Q: I have a small gallium–nitrogen molecule, and its computed gap depends heavily on how much exact exchange I put into the functional. What is the pattern, and does any share break it?

A: None of the seven shares tried breaks it. The table shows two levels moving apart at every step, the highest occupied one (HOMO) down and the lowest empty one (LUMO) up.

Unrestricted Kohn–Sham calculations with Ansatz 0.2.0 on neutral triplet Ga₂N₂, in the def2-TZVP basis at a fixed PBE-D4/def2-SVP geometry. The functional is PBE with the stated percentage of its exchange replaced by exact exchange. HOMO and LUMO are the highest occupied and lowest empty levels over both spins, and spin squared is in ħ².

```
exact exchange (%)  homo (eV)  lumo (eV)  homo lumo gap (eV)  spin squared
                 0     -3.977     -3.191               0.786       2.00400
                 5     -4.103     -3.029               1.074       2.00500
                10     -4.230     -2.868               1.361       2.00600
                15     -4.357     -2.708               1.649       2.00700
                25     -4.615     -2.391               2.224       2.01000
                35     -4.875     -2.076               2.799       2.01400
                50     -5.272     -1.610               3.662       2.02100
```

From no exact exchange to 50 %, the HOMO falls by 1.30 eV and the LUMO rises by 1.58 eV. The gap between them grows more than fourfold, and the empty level supplies slightly more than half of the opening.

Q: Is the molecule itself changing along the series?

A: Its shape is not, because the atoms are held in place. They form a nearly intact N₂ unit, with a bond of about 1.1 Å, attached end-on to one atom of a gallium pair. The electronic state appears to stay the same too. The spin squared, which is 2 for a pure triplet, goes only from 2.004 to 2.021. That alone couldn't tell one triplet from another, but a switch of state would probably show as a jump in the levels, and they move smoothly. A lower state elsewhere isn't excluded. What varies is the rule by which the electrons' exchange is calculated.

Q: Why should that rule push an occupied level down?

A: The reason is self-interaction. The classical repulsion in these calculations is computed from the whole electron density, so each electron is also repelled by its own share of that density. Exact exchange contains a term that removes this spurious repulsion completely. PBE exchange, which is built from the local density and its gradient, removes it only in part. An occupied level therefore sits too high in PBE, and it sinks as exact exchange takes over.

The hydrogen atom shows this in its simplest form. Its single electron has nothing to repel it, and with full exact exchange and no correlation its level lies at the correct energy, roughly −14 eV. PBE leaves it at roughly −8 eV (both are rough, recalled values). The comparison holds for the self-repulsion alone, since hydrogen has no other electrons that could rearrange when the functional changes.

Q: An empty level holds no electron that could repel itself. Why does it move at all?

A: It moves because PBE gives it a discount that it isn't due. The PBE exchange potential is a function of position, and it attracts every orbital of a given spin by the same rule, occupied or not. For an occupied orbital, that attraction offsets some of the self-repulsion. An added electron, however, really is repelled by all the electrons already present, so there is no self-repulsion to offset.

Exact exchange makes the distinction. It gives an empty orbital only the usually weaker attraction that comes from its overlap with occupied orbitals of the same spin. As the share rises, the LUMO loses more attraction than it gains, and its energy goes up. This argument and the one for the HOMO are standard theory; the table confirms the two directions but doesn't separate the contributions.

Q: Then why is the opening so close to a straight line?

A: The share enters the equations linearly. Let $a$ be the fraction of exact exchange, $\hat K$ the exact exchange operator and $v_x$ the PBE exchange potential. The operator that fixes the orbital energies then contains

$$a\,\hat K+(1-a)\,v_x = v_x + a\,(\hat K - v_x).$$

If the orbitals stayed as they are, each level would shift by $a$ times its own average of $\hat K - v_x$. By the two arguments above, that average should be negative for the HOMO and positive for the LUMO.

The orbitals do adjust, but for a modest change their adjustment is itself proportional to $a$, and so is the change it causes in the electrons' mutual repulsion. Both effects merge into one slope $s$ for each level. With $G$ for the gap,

$$G(a)\approx G(0)+a\,(s_\mathrm{LUMO}-s_\mathrm{HOMO}).$$

A bend comes from terms of higher order in $a$, which arise, for example, because the adjusted orbitals in turn feel the changed exchange.

Q: Can you predict a gap that way?

A: Take the line through the gaps at 0 and 25 % and extend it to 50 %. Twice the share gives twice the opening:

$$0.786+2\times(2.224-0.786)=3.662\ \text{eV}.$$

The full calculation at 50 %, which played no part in drawing the line, gives the same 3.662 eV. The other shares also agree to about the last printed digit, as the output after this exchange shows.

Q: That is suspiciously good. Are the levels themselves as straight as their difference?

A: They are not. Lines drawn in the same way for the HOMO and the LUMO end 0.019 eV too high at 50 %, so both levels bend slightly downwards. The two bends are equal within the precision of the table, and they vanish when one level is subtracted from the other. The formula leads you to expect nearly straight levels as long as the orbitals change little, but it doesn't require the small bends to match.

Q: Could the matching bends come from a small downward shift that all the levels share?

A: That is a reasonable suspicion, but another level of the same calculations refutes it. The HOMO belongs to a spin-up electron, while the LUMO is a spin-down orbital. The lowest empty spin-up level bends the other way: at 35 % it lies 0.007 eV above its line. The gap within the spin-up set is therefore less straight than the one in the table. Near-linearity is what the theory leads you to expect, whereas the almost perfect line belongs to this particular pair of levels.

The two are probably close relatives. The molecule has two unpaired spin-up electrons, and their levels lie close together at the top of the occupied set. The two lowest empty spin-down levels form a similar close pair, as you would expect if they were the spin-down partners of the same two orbitals. Partners have nearly the same shape, so they feel nearly the same change in the repulsion from the other electrons, and that part cancels in the gap. This is an inference from the order of the levels, since the orbitals themselves weren't compared.

Q: Which share should I use to compare with experiment?

A: First decide which experiment. Because the two levels have opposite spin, their gap is not the energy of an excitation that conserves spin, so an absorption spectrum is the wrong partner. The better partner is the ionization energy less the electron affinity, because the HOMO energy stands for removing an electron and the LUMO energy for adding one.

To choose a share on theoretical grounds, you would compute the total energies of the molecule and its positive ion at several shares. You would then look for the share at which the ionization energy equals the HOMO energy with its sign reversed. PBE usually puts the HOMO too high for this condition and full exact exchange too low, so a crossing in between is plausible. The straight line can't locate it, because the gap grows at the same rate on both sides of any share you might pick.

Output of the analysis:

```
Line through 0 and 25 % less computed value:
  row  HOMO miss (eV)  LUMO miss (eV)  gap from line (eV)  gap miss (eV)
    0               0               0               0.786              0
    5         -0.0016          -0.002               1.074        -0.0004
   10         -0.0022          -0.003               1.361         0.0002
   15         -0.0028          -0.003               1.649        -0.0002
   25               0               0               2.224              0
   35          0.0048           0.005               2.799         0.0002
   50           0.019           0.019               3.662      4.441e-16
Change of HOMO from 0 to 50 % (eV): -1.295
Change of LUMO from 0 to 50 % (eV): 1.581
Change of gap from 0 to 50 % (eV): 2.876
Share of the gap opening due to the LUMO (%): 54.97
Gap at 50 % over gap at 0 %: 4.659
Slope of gap line (eV per percentage point of exact exchange): 0.05752
Slope of HOMO line (eV per percentage point): -0.02552
Slope of LUMO line (eV per percentage point): 0.032
Excess of spin squared over 2 at 0 %: 0.004
Excess of spin squared over 2 at 50 %: 0.021
Spin-up gap at 0 % (eV): 1.014
Spin-up gap at 25 % (eV): 2.416
Lowest empty spin-up level at 35 %, line less computed (eV): -0.007376
Spin-up gap at 35 %, line less computed (eV): -0.01218
N-N distance (A): 1.135
Shortest Ga-N distance (A): 2.285
```
